**Q:** Which sizes should I remember for the stiffness of aluminium nitride?

**A:** Stretching or squeezing the crystal along one axis, with its width held, meets a stiffness near 400 GPa. The sideways couplings and the shears lie between 100 and 150 GPa, and the bulk modulus is about 200 GPa. The computed values below are from density-functional theory in the local density approximation (LDA).

Computed values: ABINIT 10.8.3, DFT with the LDA functional, for wurtzite AlN with the cell relaxed at zero pressure, using PseudoDojo NC SR LDA v0.4.1 standard pseudopotentials, a plane-wave cutoff of 1142.88 eV and an 8 × 8 × 4 k-point mesh. The computed constants include the relaxation of the ions under strain and hold at fixed electric field.

```csv
row,computed constant (GPa),what it is,measured constant (GPa),"label in the paper, method, sample",source
1,110,C13,n/a,n/a,n/a
2,118,C44,n/a,n/a,n/a
3,n/a,n/a,118,C44; earlier measurements on AlN films; film,arXiv:2402.12196 (2024)
4,n/a,n/a,120,C13; earlier measurements on AlN films; film,arXiv:2402.12196 (2024)
5,n/a,n/a,125,C12; earlier measurements on AlN films; film,arXiv:2402.12196 (2024)
6,129,C66,n/a,n/a,n/a
7,142,C12,n/a,n/a,n/a
8,n/a,n/a,207.9,"bulk modulus, reported experimental value; not stated; bulk crystal",arXiv:1112.6088 (2011)
9,210.3,bulk modulus (Hill),n/a,n/a,n/a
10,374,C33,n/a,n/a,n/a
11,n/a,n/a,395,C33; earlier measurements on AlN films; film,arXiv:2402.12196 (2024)
12,400,C11,n/a,n/a,n/a
```

**Q:** I know that $C_{11}$ is the stiffness along an axis in the basal plane and $C_{33}$ the one along the hexagonal axis $c$. What pattern should they follow?

**A:** Start from zinc blende, the cubic structure built from the same tetrahedra in another stacking. Squeeze it by the same fraction in every direction and the stress is the same in every direction, because the crystal is cubic. A regular tetrahedron responds in this way however it is turned, so restacking regular tetrahedra into wurtzite should change nothing. The analogy holds for uniform squeezing only, and only while the tetrahedra stay regular and interactions beyond them don't matter.

Now write that stress for wurtzite. $C_{12}$ couples two perpendicular directions in the basal plane, and $C_{13}$ couples the plane to $c$. A uniform strain $\varepsilon$ gives a stress $(C_{11}+C_{12}+C_{13})\varepsilon$ in the plane and $(C_{33}+2C_{13})\varepsilon$ along $c$. Setting the two equal gives

$$C_{33}=C_{11}+C_{12}-C_{13}.$$

The shear constants $C_{44}$ and $C_{66}$ don't appear as such, since uniform squeezing shears nothing.

**Q:** Does the table obey it?

**A:** No. The rule asks for $400+142-110=432$ GPa, and the computed $C_{33}$ is 374 GPa. The shortfall of 58 GPa is 13% of the expected value. The rule has no adjustable constant, and $C_{33}$ itself was not used in the prediction.

**Q:** So $C_{33}$ is the row that breaks the pattern?

**A:** It is the natural one to name, but the rule ties four rows together and can't convict one of them alone. What the numbers do establish is that the crystal is too soft along $c$ compared with the basal plane. Under hydrostatic pressure the $c$ axis shrinks by a fraction 1.22 times that of the $a$ axis, where regular tetrahedra would give a ratio of one.

**Q:** Could that come from the atoms shifting inside the strained cell?

**A:** Only a smaller part of it. The same calculation also gives constants with clamped ions, where the atoms are carried along with the strain and can't readjust. The shortfall is then already 44 GPa, so letting the atoms relax adds about 14 GPa.

The order of $C_{11}$ and $C_{33}$ alone would mislead you here. With clamped ions they are almost equal, and relaxation opens most of the visible gap between them. But the rule wants $C_{33}$ to exceed $C_{11}$ by $C_{12}-C_{13}$, which is 40 GPa for clamped ions. Near equality is therefore already a large break.

**Q:** What makes the unrelaxed lattice soft along $c$?

**A:** Part of the cause should be the shape of the cell. Regular tetrahedra need $c/a=\sqrt{8/3}\approx1.63$, and the computed cell has 1.60. In this flattened cell, three of the four bonds of each atom lean further towards the basal plane, so they push back less along $c$.

**Q:** Can I estimate the effect by hand?

**A:** Yes, because a uniform strain changes bond lengths but no bond angles. Suppose that all four bonds are equally long and equally stiff. Each then contributes to the stress along a direction in proportion to the square of its direction cosine, the cosine of the angle between bond and direction.

Take $a$ as the unit of length. One bond points along $c$; the other three reach $1/\sqrt3$ sideways and a height $h$ along $c$. Equal lengths require

$$h=\frac{c}{4}-\frac{1}{3c}=0.400-0.208=0.192,$$

and the bond length is $c/2-h=0.608$. Each leaning bond thus has a squared cosine along $c$ of $(0.192/0.608)^2\approx0.10$, instead of $1/9$ in a regular tetrahedron.

The four bonds together give $1+3\times0.10=1.30$ along $c$. Squared cosines over three perpendicular directions add up to one for each bond, so $4-1.30=2.70$ is left for the two directions in the plane, or 1.35 each. The stress along $c$ should therefore be about 4% lower than in the plane.

**Q:** And the full calculation?

**A:** It gives a deficit of 7% with clamped ions and 9% with relaxed ones. The bond count has the right sign and order of magnitude, but supplies only about half of the clamped-ion effect. Bonds of unequal stiffness and electrostatic forces from more distant ions are plausible sources of the rest; these results don't separate them.

**Q:** I design acoustic filters. Is 374 GPa the number for a film vibrating through its thickness?

**A:** No. Take a film with $c$ pointing through it. The tabulated constants hold at fixed electric field, as if the faces were short-circuited. In a thickness vibration it is the electric displacement that stays uniform across the film, and the piezoelectric field then resists the strain. The computed piezoelectric and dielectric constants raise $C_{33}$ to 409 GPa.

The sound speed goes as the square root of the stiffness, so it rises by about 5%. With very thin electrodes, half a wavelength spans the film at the antiresonance, and a thickness chosen for that frequency from the tabulated constant would be wrong by about as much. The resonance lies lower, so the error there is expected to be smaller. The softness along $c$ survives the correction, with a shortfall of 49 GPa from the rule.

**Q:** The bulk modulus agrees with experiment to about 1%. Doesn't that vouch for the rest?

**A:** It can't, because the bulk modulus averages over directions. Relaxing the atoms lowers $C_{33}$ from 474 to 374 GPa, yet the Voigt bulk modulus, the average that assumes equal strain everywhere, stays at 211 GPa, since the sideways couplings rise in compensation. LDA also tends to make lattices too short and too stiff, so agreement this close may be partly luck. Published bulk moduli of AlN also scatter by much more than 1%.

**Q:** Then do the measured films confirm the break?

**A:** They can't decide it. To obey the rule they would need a $C_{11}$ of 390 GPa, and the table has no measured $C_{11}$. Some published film sets have a lower one, which would turn the break around. The computed $C_{33}$ is 21 GPa below the film value and $C_{12}$ is 17 GPa above it, so no uniform stiffening or softening would repair both. The electrical condition of the films isn't stated either. Going to fixed displacement would carry $C_{33}$ past the film value and move $C_{13}$ further from it. Single crystals serve better: Brillouin scattering, in which light is scattered by sound waves, gives all four constants that enter the rule. Published values of this kind, which aren't in the table, fall short of the rule in the same direction as the computed ones, by some tens of GPa. That suggests that the break isn't peculiar to this calculation.
